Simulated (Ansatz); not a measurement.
Ga: pressure and energy change per atom against volume scale

All results are calculated (Ansatz 0.2.0). Plane-wave DFT, scalar-relativistic PAW made under PBE with cores redone for the functional, no dispersion; the given relaxed cell is scaled uniformly, energy at zero smearing counts from the unscaled cell, pressure at the given Fermi-Dirac smearing is positive in compression.

The cell before it is scaled or strained (space group P6_3/mmc, No. 194):
```
Ga
1.0
      2.9648     0.0000     0.0000
     -1.4824     2.5676     0.0000
      0.0000     0.0000     4.6895
Ga
2
Direct
  0.33333 0.66667 0.25000
  0.66667 0.33333 0.75000
```

Settings of every row: spin polarised no; functional PBEsol; wave cutoff 420 eV; smearing width 0.1 eV; k mesh 14x14x8.

Atom starting moment: 0 on all atoms.

Limits: the cell comes from a prototype or a list of computed structures and needn't be the stable phase.

| row | volume scale | V (Å³/atom) | pressure (GPa) | energy change per atom (meV) |
| --- | --- | --- | --- | --- |
| 1 | 0.88 | 15.707 | 10.47 | 63.8 |
| 2 | 0.92 | 16.421 | 6.24 | 26.86 |
| 3 | 0.96 | 17.135 | 2.88 | 6.73 |
| 4 | 1.04 | 18.563 | -1.9 | 3.92 |
| 5 | 1.08 | 19.277 | ? | ? |
| 6 | 1.12 | 19.991 | -4.9 | 35.27 |

Question: what pressure and energy change per atom should row 5 give?

Worked fit of pressure. Take u = (V_r/V)^(2/3) − 1 with V_r = 17.135 Å³ an atom, which is twice the finite (Eulerian) strain; such expansions in the strain, on which the Birch-Murnaghan equation of state is built, carry the rest volume and the bulk modulus. The shown rows have u = 0.05973, 0.02878, 0, -0.05197, -0.09767. Least squares give pressure = 2.899 + 108.64 × u + 296.7 × u² GPa; a straight line predicts inner rows, each left out in turn, worse (root mean square 0.84 against 0.059 GPa). The rows lie off it by 0.02, -0.03, -0.02, 0.05, -0.02 (root mean square 0.03 GPa). The pressure vanishes at u = -0.0290, or V = 17.91 Å³ an atom, and there the bulk modulus at fixed shape and fractions is B = −V dP/dV = (2/3)(1 + u) dP/du = 59.2 GPa. Letting shape and atoms relax would as a rule lower it, by much in layered, chain or molecular crystals. The withheld row has u = -0.07552, so the fit gives 2.899 + 108.64 × (-0.07552) + 296.7 × (-0.07552)² = -3.61 GPa.

The calculation gave -3.57 GPa. The fit lies 0.04 GPa (1.1 % of the value, 0.26 % of the column's range) below it; its largest miss of a shown row is 0.05 GPa.

Worked fit of energy change per atom. Take u = (V_r/V)^(2/3) − 1 with V_r = 17.135 Å³ an atom, which is twice the finite (Eulerian) strain; such expansions in the strain, on which the Birch-Murnaghan equation of state is built, carry the rest volume and the bulk modulus. The shown rows have u = 0.05973, 0.02878, 0, -0.05197, -0.09767. Least squares give energy change per atom = 6.942 + 477.14 × u + 7876.7 × u² meV; a straight line predicts inner rows, each left out in turn, worse (root mean square 22 against 0.65 meV). The rows lie off it by 0.26, -0.34, -0.21, 0.50, -0.21 (root mean square 0.32 meV). The withheld row has u = -0.07552, so the fit gives 6.942 + 477.14 × (-0.07552) + 7876.7 × (-0.07552)² = 15.83 meV.

The calculation gave 16.27 meV. The fit lies 0.44 meV (2.7 % of the value, 0.73 % of the column's range) below it; its largest miss of a shown row is 0.50 meV.
